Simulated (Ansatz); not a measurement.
**Calibrating BHLYP-D4/def2-TZVPP on molecular compounds of Al**

The atomisation energy (no zero-point term) in kJ/mol of 8 molecular compounds of Al: x at BHLYP-D4/def2-TZVPP, y at CCSD(T)/CBS estimate. Shapes, held fixed at every level: PBE0-D4/def2-TZVP. Flexible molecules stand in one conformer, not always the lowest. Programs: Ansatz 0.2.0.

| molecule | x (kJ/mol) | y (kJ/mol) |
| --- | --- | --- |
| AlH3 (SMILES [AlH3]) | 893 | 899 |
| AlH(SH)2 | 1665 | 1722 |
| Al(NH2)(SH)F | 2370 | ? |
| AlSiH5SO2 (SMILES [OH][Al]([SH])[O][SiH3]) | 3437 | 3573 |
| CH5AlClNO (SMILES C[O][Al]([NH2])[Cl]) | 3585 | 3713 |
| C2H7AlFN (SMILES C[CH2][Al]([NH2])[F]) | 4438 | 4567 |
| C3H12AlNO2Si (SMILES C[O][Al]([O][SiH3])[N](C)C) | 7388 | 7587 |
| C7H17AlO3 (SMILES C[O][Al]([O]C(C)C)[O]C(C)C) | 10993 | 11303 |

**Question.** Fit y = c + s·x to the known rows and predict y for Al(NH2)(SH)F.

**Answer.** 
1. Means of the 7 rows: x = 4628.43, y = 4766.3.
2. Σ(Δx)² = 73402848, Σ(Δx·Δy) = 75413533, so the slope is 75413533/73402848 = 1.0274.
3. Intercept: 4766.3 − (1.0274) × 4628.43 = 11.1. The largest residual of the fit is 31.
4. Al(NH2)(SH)F: 11.1 + 1.0274 × 2370 = 2446 kJ/mol.

CCSD(T)/CBS estimate gives 2476 kJ/mol, so the prediction is off by -30 kJ/mol, within the largest residual. Uncorrected, BHLYP-D4/def2-TZVPP misses Al(NH2)(SH)F by -106 kJ/mol, and the other rows by 138 on average. The line removes about 70 % of this miss. Left out in turn, the other rows are missed by 19 kJ/mol on average, so much of the error is systematic among these molecules. The CBS estimate extrapolates MP2 from def2-TZVPP and def2-QZVPP and adds CCSD(T) − MP2 in the triple-zeta set, cores frozen.

BHLYP-D4 underbinds every molecule here, from a nearly correct AlH3 to a deficit of hundreds of kJ/mol in the largest alkoxide. The likely main cause is its large share of exact exchange, which displaces semilocal exchange that would otherwise mimic left-right correlation in the bonds; LYP correlation doesn't make up the loss. AlH3, with only polar Al–H bonds and no lone pairs, suffers little.

The deficit broadly grows with atomisation energy, but AlSiH5SO2 breaks the order, missing more than the two molecules that follow it. Total binding is therefore an imperfect measure of the error, which also depends on bond type. Relative to its binding energy, Al(NH2)(SH)F has the largest deficit of all, probably because N, S and F are packed around Al with no hydrocarbon part to dilute their contribution. This suggests why a slope governed largely by the big organic molecules corrects it too little. The fit doesn't test bridged aluminium dimers, whose electron-deficient or dative bonds may err differently.
